**Vertical ionisation energy of cyclic Ge2H10Si3 across levels of theory**

The table holds the vertical ionisation energy, the negative HOMO energy of the neutral and the cation's $\langle S^2\rangle$ for six functionals in def2-TZVPP and for Hartree–Fock in two basis sets and at the extrapolated limit, all at one PBE0-D4/def2-TZVP geometry (Ansatz 0.2.0). The program treats the mismatch between energy difference and orbital energy as half the curvature of the energy in the HOMO occupation, fits it as a line in the long-range exact-exchange share to the four semilocal and global-hybrid rows, and extrapolates it to the two range-separated functionals and to HF/def2-TZVPP. The line predicts wB97M-V within 0.02 eV and wB97X-V within 0.15 eV but misses Hartree–Fock by 0.97 eV; a fit to the short-range share and a PBE–HF interpolation do much worse. Against CCSD(T) of the same runs (9.38 eV in def2-TZVPP, 9.45 eV extrapolated) the functionals' energy differences lie 0.05 to 0.49 eV below the limit, provided all cations hold the hole in the same orbital. The output also lists basis steps, correlation and D4 parts, and formal cost ratios.

Vertical ionisation of gas-phase Ge2H10Si3 (SMILES [SiH2]1[SiH2][GeH2][GeH2][SiH2]1), computed with Ansatz 0.2.0 at the neutral's PBE0-D4/def2-TZVP geometry. The ionisation energy is the energy of the unrestricted cation less that of the neutral, both at the level listed; the def2-limit row is extrapolated from def2-TZVPP and def2-QZVPP.

## The fit in Python

```python
# Table: vertical ionisation energy (cation - neutral), neutral -HOMO and cation <S^2> of cyclic Ge2H10Si3,
# Ansatz 0.2.0, six functionals and HF at one PBE0-D4/def2-TZVP geometry. Tested: IE-(-HOMO) = half the
# curvature of E(n), linear in the long-range exact-exchange share; errors against CCSD(T) of the same runs.
T = {
    'level': ['PBE-D4/def2-TZVPP', 'r2SCAN-D4/def2-TZVPP', 'B3LYP-D4/def2-TZVPP', 'PBE0-D4/def2-TZVPP', 'wB97X-V/def2-TZVPP', 'wB97M-V/def2-TZVPP', 'HF/def2-QZVPP', 'HF/def2-TZVPP', 'HF/def2-limit'],
    'exx_long': [0, 0, 20, 25, 100, 100, 100, 100, 100],  # %
    'ie': [8.96, 9.08, 9.22, 9.23, 9.4, 9.34, 8.61, 8.64, 8.61],  # eV
    'minus_homo': [6.63, 6.88, 7.39, 7.61, 9.72, 9.53, None, None, None],  # eV
    's2': [0.754, 0.759, 0.756, 0.758, 0.759, 0.756, 0.775, 0.775, None],
}
import numpy as np
from scipy import constants as C
L = T['level']; ie = np.array(T['ie'], float); a = np.array(T['exx_long'], float)
nm = [l.split('/')[0] for l in L]; h = np.array(T['minus_homo'][:6], float)
# further outputs of the same runs (eV), pairs are (cation, neutral)
d = lambda p: p[0] - p[1]
hfT, hfQ, hfL = (-136685.049, -136693.693), (-136688.063, -136696.675), (-136688.478, -136697.085)
m2T = (-5.532482 - 17.968, -5.760373 - 18.55307); m2Q = (-11.06721 - 27.48293, -11.30205 - 28.12372)
m2L = (-15.16701 - 34.53102, -15.40699 - 35.21308)
ccT, trT = (-25.58485, -26.30306), (-1.042433, -1.055404)
refT = d((-136711.676, -136721.052)); refL = d((-136741.303, -136750.751)); ccL = d((-136740.26, -136749.695))
d4 = [d(p) for p in [(-0.46995, -0.51657), (-0.11109, -0.12483), (-0.77039, -0.84371), (-0.40936, -0.45029)]]
hHF = 9.780946  # HF/def2-TZVPP -HOMO of the neutral, same run
iT = L.index('HF/def2-TZVPP'); kcal = C.calorie * 1e3 / C.N_A / C.e
print("All energies in eV. Table rounding 0.005 per value, 0.01 on a difference; 1 kcal/mol = %.3f" % kcal)
print("IE TZVPP: MP2 %.3f  CCSD %.3f  CCSD(T) %.3f  (triples part %.3f)" % (d(hfT) + d(m2T), d(hfT) + d(ccT), refT, d(trT)))
print("IE QZVPP: MP2 %.3f;  limit: MP2 %.3f  CCSD %.3f  CCSD(T) %.3f" % (d(hfQ) + d(m2Q), d(hfL) + d(m2L), ccL, refL))
print("CCSD(T) limit - TZVPP %.3f;  MP2 - CCSD(T) at TZVPP %.3f" % (refL - refT, d(hfT) + d(m2T) - refT))
print("HF basis steps in IE: TZ to QZ %+.3f, QZ to limit %+.3f" % (d(hfQ) - d(hfT), d(hfL) - d(hfQ)))
print("MP2 correlation part of IE: TZ %.3f  QZ %.3f  limit %.3f" % (d(m2T), d(m2Q), d(m2L)))
print("MP2 correlation of neutral: TZ %.1f  QZ %.1f  limit %.1f  (TZ to QZ +%.0f %%)" % (m2T[1], m2Q[1], m2L[1], 100 * (m2Q[1] / m2T[1] - 1)))
print("HF TZVPP: -HOMO %.2f, step to HF IE %+.2f, correlation %+.2f, sum %.2f" % (hHF, ie[iT] - hHF, refT - ie[iT], refT))
print("Correlation part at limit %+.2f;  HF -HOMO less CCSD(T)/TZVPP %+.2f" % (refL - d(hfL), hHF - refT))
print("level                 IE   err vs TZ  err vs limit  -HOMO err vs limit")
for i in range(len(L)):
    s = "%+.2f" % (h[i] - refL) if i < 6 else ("%+.2f" % (hHF - refL) if i == iT else "-")
    print("%-20s %5.2f   %+.2f      %+.2f        %s" % (L[i], ie[i], ie[i] - refT, ie[i] - refL, s))
g = ie[:6] - h; rms = lambda r: float(np.sqrt(np.mean(np.square(r))))
print("Span over functionals: IE %.2f, -HOMO %.2f, ratio %.1f" % (np.ptp(ie[:6]), np.ptp(h), np.ptp(h) / np.ptp(ie[:6])))
p4 = np.polyfit(a[:4], g[:4], 1); gHF = ie[iT] - hHF
print("Line through first four rows: IE-(-HOMO) = %.2f %+.4f * share(%%)" % (p4[1], p4[0]))
print("level     share  IE-(-HOMO)  line   residual  PBE-HF mix residual")
mix = g[0] + (gHF - g[0]) * a[:6] / 100
for i in range(6):
    f = np.polyval(p4, a[i])
    print("%-10s %4.0f   %+.2f     %+.2f   %+.2f     %+.2f %s" % (nm[i], a[i], g[i], f, g[i] - f, g[i] - mix[i], "fitted" if i < 4 else "predicted"))
print("%-10s %4.0f   %+.2f     %+.2f   %+.2f     (no correlation; not fitted)" % ("HF TZVPP", a[iT], gHF, np.polyval(p4, a[iT]), gHF - np.polyval(p4, a[iT])))
sr = np.array(list(a[:4]) + [17, 15])  # short-range shares of wB97X-V, wB97M-V: rough recalled values
rl = rms(g - np.polyval(np.polyfit(a[:6], g, 1), a[:6])); rs = rms(g - np.polyval(np.polyfit(sr, g, 1), sr))
print("rms over six functionals: long-range line %.2f, short-range line %.2f, PBE-HF mix %.2f" % (rl, rs, rms(g - mix)))
J = -200 * p4[0]
print("Curvature removed by 100 %% share %.1f, as e^2/r: r = %.1f Angstrom (order only)" % (J, C.e / (4 * np.pi * C.epsilon_0) * 1e10 / J))
pi_, ph = np.polyfit(a[:6], ie[:6], 1), np.polyfit(a[:6], h, 1); ri = ie[:6] - np.polyval(pi_, a[:6])
print("Slopes per 10 %% share, six rows: IE %.3f, -HOMO %.3f" % (10 * pi_[0], 10 * ph[0]))
print("IE line residuals: " + ", ".join("%s %+.2f" % (nm[i], ri[i]) for i in range(6)))
print("IE steps: PBE to r2SCAN %+.2f, PBE to PBE0 %+.2f, B3LYP to PBE0 %+.2f" % (ie[1] - ie[0], ie[3] - ie[0], ie[3] - ie[2]))
print("IE steps: PBE0 to wB97X-V %+.2f, wB97X-V to wB97M-V %+.2f" % (ie[4] - ie[3], ie[5] - ie[4]))
print("D4 part of IE: " + ", ".join("%s %.3f" % (nm[i], d4[i]) for i in range(4)))
print("IE without D4: B3LYP %.2f, PBE0 %.2f" % (ie[2] - d4[2], ie[3] - d4[3]))
s2 = [x - 0.75 for x in T['s2'] if x is not None]
print("Cation <S^2> above 0.75: functionals %.3f to %.3f, HF %.3f" % (min(s2[:6]), max(s2[:6]), max(s2[6:])))
# orbital counts from the same runs: 58 occupied, 33 frozen, 304 (TZ) and 630 (QZ) virtual
print("Electrons %d = 2 x 58 (all-electron); active orbitals %d = 15 valence + 10 Ge 3d" % (2 * 32 + 3 * 14 + 10, 58 - 33))
print("Functions TZ %d, QZ %d; formal QZ/TZ cost: N^4 %.0f, v^4 of CCSD and (T) %.0f" % (362, 688, (688 / 362) ** 4, (630 / 304) ** 4))
assert np.all(g[:4] > 1.5) and np.all(np.abs(g[4:]) < 0.4)
assert np.ptp(h) > 5 * np.ptp(ie[:6])
assert np.all(ie < refL) and ie[6:].max() < ie[:6].min()
assert rl < rs
```

Running it gives:

```
All energies in eV. Table rounding 0.005 per value, 0.01 on a difference; 1 kcal/mol = 0.043
IE TZVPP: MP2 9.457  CCSD 9.362  CCSD(T) 9.376  (triples part 0.013)
IE QZVPP: MP2 9.488;  limit: MP2 9.529  CCSD 9.435  CCSD(T) 9.448
CCSD(T) limit - TZVPP 0.072;  MP2 - CCSD(T) at TZVPP 0.081
HF basis steps in IE: TZ to QZ -0.032, QZ to limit -0.005
MP2 correlation part of IE: TZ 0.813  QZ 0.876  limit 0.922
MP2 correlation of neutral: TZ -24.3  QZ -39.4  limit -50.6  (TZ to QZ +62 %)
HF TZVPP: -HOMO 9.78, step to HF IE -1.14, correlation +0.74, sum 9.38
Correlation part at limit +0.84;  HF -HOMO less CCSD(T)/TZVPP +0.40
level                 IE   err vs TZ  err vs limit  -HOMO err vs limit
PBE-D4/def2-TZVPP     8.96   -0.42      -0.49        -2.82
r2SCAN-D4/def2-TZVPP  9.08   -0.30      -0.37        -2.57
B3LYP-D4/def2-TZVPP   9.22   -0.16      -0.23        -2.06
PBE0-D4/def2-TZVPP    9.23   -0.15      -0.22        -1.84
wB97X-V/def2-TZVPP    9.40   +0.02      -0.05        +0.27
wB97M-V/def2-TZVPP    9.34   -0.04      -0.11        +0.08
HF/def2-QZVPP         8.61   -0.77      -0.84        -
HF/def2-TZVPP         8.64   -0.74      -0.81        +0.33
HF/def2-limit         8.61   -0.77      -0.84        -
Span over functionals: IE 0.44, -HOMO 3.09, ratio 7.0
Line through first four rows: IE-(-HOMO) = 2.27 -0.0244 * share(%)
level     share  IE-(-HOMO)  line   residual  PBE-HF mix residual
PBE-D4        0   +2.33     +2.27   +0.06     +0.00 fitted
r2SCAN-D4     0   +2.20     +2.27   -0.07     -0.13 fitted
B3LYP-D4     20   +1.83     +1.78   +0.05     +0.19 fitted
PBE0-D4      25   +1.62     +1.66   -0.04     +0.16 fitted
wB97X-V     100   -0.32     -0.17   -0.15     +0.82 predicted
wB97M-V     100   -0.19     -0.17   -0.02     +0.95 predicted
HF TZVPP    100   -1.14     -0.17   -0.97     (no correlation; not fitted)
rms over six functionals: long-range line 0.06, short-range line 0.98, PBE-HF mix 0.53
Curvature removed by 100 % share 4.9, as e^2/r: r = 2.9 Angstrom (order only)
Slopes per 10 % share, six rows: IE 0.031, -HOMO 0.284
IE line residuals: PBE-D4 -0.12, r2SCAN-D4 +0.00, B3LYP-D4 +0.08, PBE0-D4 +0.07, wB97X-V +0.01, wB97M-V -0.05
IE steps: PBE to r2SCAN +0.12, PBE to PBE0 +0.27, B3LYP to PBE0 +0.01
IE steps: PBE0 to wB97X-V +0.17, wB97X-V to wB97M-V -0.06
D4 part of IE: PBE-D4 0.047, r2SCAN-D4 0.014, B3LYP-D4 0.073, PBE0-D4 0.041
IE without D4: B3LYP 9.15, PBE0 9.19
Cation <S^2> above 0.75: functionals 0.004 to 0.009, HF 0.025
Electrons 116 = 2 x 58 (all-electron); active orbitals 25 = 15 valence + 10 Ge 3d
Functions TZ 362, QZ 688; formal QZ/TZ cost: N^4 13, v^4 of CCSD and (T) 18
```
